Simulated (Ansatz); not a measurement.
# Pressure, energy and gap of amorphous 75SiO2-25GeO2 (mol %) between 10 % compression and 6 % expansion, PBE

Germania-doped silica forms the light-guiding core of many optical fibres, and fibre sensors read strain or pressure through the response of that glass. A model of such a device needs to know how stiff the glass is and whether it stiffens or softens when squeezed. We follow one 96-atom cell of 75SiO2-25GeO2 in PBE as its volume is scaled evenly and its atoms are relaxed again at each fixed volume. Volume changes and energies are counted from the relaxed cell. Pressure is positive under compression, and the gap is the Kohn-Sham spacing at Γ. The results describe a single quenched sample at 0 K, so they show the behaviour of one network and not the spread between samples.

## Calculations

One cell of 96 atoms, Si3GeO8 in reduced formula. Start: 96 atoms (24 Si, 8 Ge, 64 O) placed at random at 2.58 g/cm³, melted at 5000 K for 10 ps at fixed volume with the Morse and Coulomb pair potential with partial charges (Pedone, Malavasi, Menziani, Cormack and Segre, J. Phys. Chem. B 110, 11780 (2006)). Quenched from 5000 K to 300 K at 50 K/ps and fixed volume, held 5 ps, then minimised at fixed cell. Cell and atoms were then relaxed in DFT. From that cell the volume was scaled evenly and the atoms were relaxed again at each fixed cell. Ansatz 0.2.0: Kohn-Sham DFT with PBE, PAW potentials, plane waves to 420 eV, k-points Γ alone, no spin polarisation, no spin-orbit coupling. Occupations: Gaussian smearing of 0.05 eV. The cutoff and the k-mesh are held, so the number of plane waves changes with the volume. In the run that the rows count from, the cell has a density of 2.67 g/cm³, a pressure of -0.0 GPa and a spacing of 4.13 eV between highest filled and lowest empty level, and its k-points sample 11 Å along the shortest periodic direction.

Notes on method and selection:

- The gap is read on the run's k-points alone; rows whose frontier levels are partly filled show none.
- Semilocal functionals tend to put gaps under measured ones.
- In disordered cells the gap varies from sample to sample, and tail or defect states can set it.
- Cells made by classical potentials are single samples, quenched or equilibrated over picoseconds, then relaxed in DFT to a nearby minimum.
- In a glass, relaxing at another volume can switch bonds, so the points needn't lie on one elastic curve.
- All values are for 0 K, without vibrations.
- Where atoms are relaxed at each volume, a cell can fall into another minimum, and loose force tolerances leave some of the strain unrelaxed.
- Series whose pressures fit the equation of state badly weren't written up.
- Runs that did not converge, have known faults or may not be shown are not listed, and runs on Ansatz's PAW sets soft_1 and soft_2 are kept to separate tables.

Columns:

- volume change (%): change of the cell's volume from the relaxed cell, all three axes scaled alike.
- volume (Å³/atom): volume per atom.
- pressure (GPa): pressure, a third of the trace of the stress, positive under compression, without a kinetic term.
- energy (meV/atom): free energy per atom less that of the relaxed cell.
- gap (eV): Kohn-Sham gap: lowest empty less highest filled level over the k-points of the run.

Input lines of one member:

```
kpoints:
  mp_grid: { grid: [1, 1, 1] }
hamiltonian:
  xc: pbe
scf:
  occupations: { method: gaussian, width: 0.05 }
relax:
  f_tol: 0.05
  max_steps: 70
```

Command (options for logging and memory left out): `ansatz run input.yaml --threads 4 --backend cpu`

## Data

| member | volume change (%) | volume (Å³/atom) | pressure (GPa) | energy (meV/atom) | gap (eV) |
| --- | --- | --- | --- | --- | --- |
| −10 % | −10 | 13.3025 | 4.884 | 22.096 | 4.281 |
| −6 % | −6 | ? | ? | ? | ? |
| −3 % | −3 | 14.3372 | 1.457 | 1.940 | 4.205 |
| relaxed cell | 0 | 14.7806 | −0.012 | 0.000 | 4.133 |
| +3 % | 3 | 15.2240 | −1.485 | 2.007 | 4.047 |
| +6 % | 6 | 15.6674 | −2.958 | 8.037 | 3.946 |

Cells marked ? are withheld until the estimate has been made.

Least-squares fits to the members shown, with x = volume change (%); R² and errors in the fitted variable (y, or ln y where the fit is in ln y):

| y | members | fit | R² | rms residual | leave-one-out rms | the same for the mean of the others |
| --- | --- | --- | --- | --- | --- | --- |
| pressure (GPa) | 5 | y = −0.0128787 − 0.490407 x − 7.29582×10⁻⁵ x² | 1.00 | 5.1×10⁻⁴ | 0.0024 | 3.4 |
| energy (meV/atom) | 5 | y = −0.016529 + 0.0098462 x + 0.22209 x² | 1.00 | 0.0096 | 0.045 | 10 |

## What drives the series

The pressure is very nearly a straight line in volume. From −10 % to −3 % it changes by (4.884 − 1.457) / 7 = 0.490 GPa per per cent, and from +3 % to +6 % by (2.958 − 1.485) / 3 = 0.491 GPa per per cent. The slope corresponds to a bulk modulus of about 49 GPa at the relaxed volume.

A straight line is unusual for a solid. In most dense crystals the repulsion between neighbouring atoms makes the pressure climb ever faster on compression. With $B = -V\,dP/dV$, a constant slope means that the modulus shrinks in proportion to the volume: about 51 GPa between +3 % and +6 %, and about 46 GPa between −10 % and −3 %. Silica-rich glasses are known for such softening at modest pressure. The accepted picture is an open network of corner-sharing tetrahedra, which gives way mainly by bending at the bridging oxygens and by rotation of the tetrahedra, while the stiff Si–O and Ge–O bonds change little.

The energy is close to a parabola, as a linear pressure requires. Its small asymmetry, 2.007 − 1.940 = 0.067 meV/atom between +3 % and −3 %, follows from the leftover pressure of −0.012 GPa in the relaxed cell, which slightly favours contraction: 2 × 0.012 × 0.03 × 14.7806 × 6.24 = 0.066 meV/atom, where 0.03 × 14.7806 is the change of volume in Å³/atom and 6.24 converts GPa Å³ to meV.

The gap narrows steadily with volume, from 4.281 eV at −10 % to 3.946 eV at +6 %, and faster on the stretched side: (4.047 − 3.946) / 3 = 0.034 eV per per cent between +3 % and +6 %, against (4.281 − 4.205) / 7 = 0.011 between −10 % and −3 %. A possible cause is that longer cation–oxygen bonds lower the antibonding empty levels, while compression is taken up more by angles. PBE probably places all these gaps below measured ones.

## Prediction

Plain estimates from the members shown:

- −6 %, fit at x = −6: 2.927 GPa
- −6 %, straight-line interpolation between −10 % and −3 %: w = (−6 − (−10)) / (−3 − (−10)) = 0.571, so 4.884 + 0.571 × (1.457 − 4.884) = 2.926 GPa

We use the straight line between the two neighbours, −10 % and −3 %, which gives 2.926 GPa. The quadratic fit gives 2.927 GPa, but it rests on the same points and is no independent support.

The same route can be tried on shown members. Between −10 % and 0, it puts the −3 % cell at 4.884 − 0.7 × (4.884 + 0.012) = 1.457 GPa, as tabulated. Between −3 % and +3 %, it puts the relaxed cell at (1.457 − 1.485) / 2 = −0.014 GPa, against −0.012 GPa.

A shift would be called for if bonds switched part of the way along the compression. The −10 % cell lies on the line set by the others, which gives no hint of a lasting rearrangement, so we apply none. Series with a poor equation-of-state fit were left out, which also makes a large departure less likely here.

The misses above are at most 0.002 GPa, but the withheld cell sits in the widest interval of the series. We therefore take the error from the largest change of slope seen along the line, (2.958 − 1.485) / 3 − (4.884 − 1.457) / 7 = 0.0014 GPa per per cent, carried over the 4 % from the −10 % cell: 4 × 0.0014 = 0.006 GPa. A bond switch confined to this one volume would fall outside that error.

**Committed estimate, −6 %: pressure = 2.926 ± 0.006 GPa.**

## Result

| member | volume change (%) | volume (Å³/atom) | pressure (GPa) | energy (meV/atom) | gap (eV) |
| --- | --- | --- | --- | --- | --- |
| −6 % | −6 | 13.8938 | 2.907 | 7.888 | 4.245 |

| member | estimate | pressure (GPa) | computed | estimate − computed | miss in error bars |
| --- | --- | --- | --- | --- | --- |
| −6 % | committed | 2.926 | 2.907 | +0.019 | 3.2 |
| −6 % | fit | 2.927 | 2.907 | +0.020 |  |
| −6 % | interpolation | 2.926 | 2.907 | +0.019 |  |

The computed pressure at −6 % is 2.907 GPa. Our 2.926 ± 0.006 GPa is too high by 0.019 GPa, or 3.2 error bars, and so falls outside its range. It is the plain interpolation unchanged and does no better than that; the quadratic fit misses by 0.020 GPa.

The straight line was a sound choice for the value, which it gives to 0.019 / 2.907 = 0.7 %. The error bar was wrong. We took it from the smoothness of five points and left out the program's warning that the self-consistency threshold was loose for the stress at every changed volume. The close agreement at −3 % and at the relaxed cell made the pressures look more predictable than the withheld one proved to be.

The softening under compression survives in this cell. With the volumes per atom, the bulk modulus between −10 % and −6 % is (4.884 − 2.907) / (13.8938 − 13.3025) × (13.8938 + 13.3025) / 2 = 45.5 GPa, and between −6 % and −3 % it is (2.907 − 1.457) / (14.3372 − 13.8938) × (14.3372 + 13.8938) / 2 = 46.2 GPa. Both are roughly a tenth below the 51 GPa of the stretched side. The tables list no bond angles, but the relaxed structures show the angles at the bridging oxygens closing steadily on compression, while the Si–O and Ge–O bonds shorten only slightly and every Si and Ge keeps four oxygens. This agrees with bending at the bridges, though it does not prove that the bending causes the softening.

## Residuals

Least-squares fits to the whole series, with x = volume change (%); R² and errors in the fitted variable (y, or ln y where the fit is in ln y):

| y | members | fit | R² | rms residual | leave-one-out rms | the same for the mean of the others |
| --- | --- | --- | --- | --- | --- | --- |
| pressure (GPa) | 6 | y = −0.016949 − 0.48966 x − 1.0088×10⁻⁵ x² | 1.00 | 0.0068 | 0.021 | 3.2 |
| energy (meV/atom) | 6 | y = −0.022995 + 0.011032 x + 0.22219 x² | 1.00 | 0.014 | 0.041 | 8.9 |

Largest departures from the fit to the whole series:

| member | pressure (GPa) | fit | computed − fit | in rms residuals |
| --- | --- | --- | --- | --- |
| −6 % | 2.907 | 2.921 | −0.014 | 2.0 |
| −10 % | 4.884 | 4.879 | +0.005 | 0.8 |
| −3 % | 1.457 | 1.452 | +0.005 | 0.7 |
| relaxed cell | −0.012 | −0.017 | +0.005 | 0.7 |

Only the −6 % cell stands out, at 0.014 GPa below the fit to the whole series. The departures of +0.005 GPa at −10 %, −3 % and the relaxed cell arise largely because this one point pulls the curve down: without it, the other five follow a quadratic with an rms residual of 0.0005 GPa.

The low point makes the slope uneven on either side, (4.884 − 2.907) / 4 = 0.494 GPa per per cent towards −10 % and (2.907 − 1.457) / 3 = 0.483 towards −3 %. Numerical error in the stress, from the loose self-consistency threshold or from small forces left by the relaxation, is a possible reason, though the other changed volumes drew the same warning and follow a smooth curve. A large change of the network is unlikely, because the energy of 7.888 meV/atom lies within about 0.03 meV/atom of the fit made without this cell, and the gap of 4.245 eV falls smoothly between its neighbours. A slight local rearrangement that relieves a little pressure remains possible.

## Summary

Between −10 % and +6 %, the pressure of this cell falls by about 0.49 GPa for each per cent of added volume, and interpolation gave the one withheld pressure to about 0.02 GPa. The curvature of the energy gives a slightly smaller slope, 2 × 0.2222 / (0.01 × 14.7806 × 6.24) = 0.482 GPa per per cent, so the two readings put the bulk modulus of this cell at 48 to 49 GPa at the relaxed volume. That range is no error bar for a real glass. Two further runs, with the cell slightly stretched and slightly compressed along one axis only, are not tabulated; their pressure changes slightly less per change of volume than either slope. A single axis does not fix the bulk modulus of a cell whose axes differ, so they do not settle the value.

In this cell, 1 GPa takes 1 / 0.49 = 2.0 % off the volume, or about 0.7 % off the length, and near the relaxed volume it widens the PBE gap by (4.205 − 4.047) / (1.457 + 1.485) = 0.054 eV. These figures should not be put into the model of a sensor. Silica glass and germania glass are both clearly softer in measurements than this cell, so a real glass of this composition should shrink by more under the same pressure.

The tables cannot say where the extra stiffness comes from. The sample is small and was quenched very fast, and only one cutoff and one set of PAW potentials were used. We did not name that set with the method: it is soft_2 in every row.

The gap varies by 4.281 − 3.946 = 0.335 eV over the series. PBE is expected to put the gap of such an oxide glass too low by more than that, so the series is better read for how the gap changes with volume than for the gap itself. The change per GPa is less safe, because it also depends on the stiffness of the cell.

[Logs are printed without paths, hosts, clocks, repeated set-up lines and the standing remarks that a program may print on its own settings, such as how far it seeks lower states.]
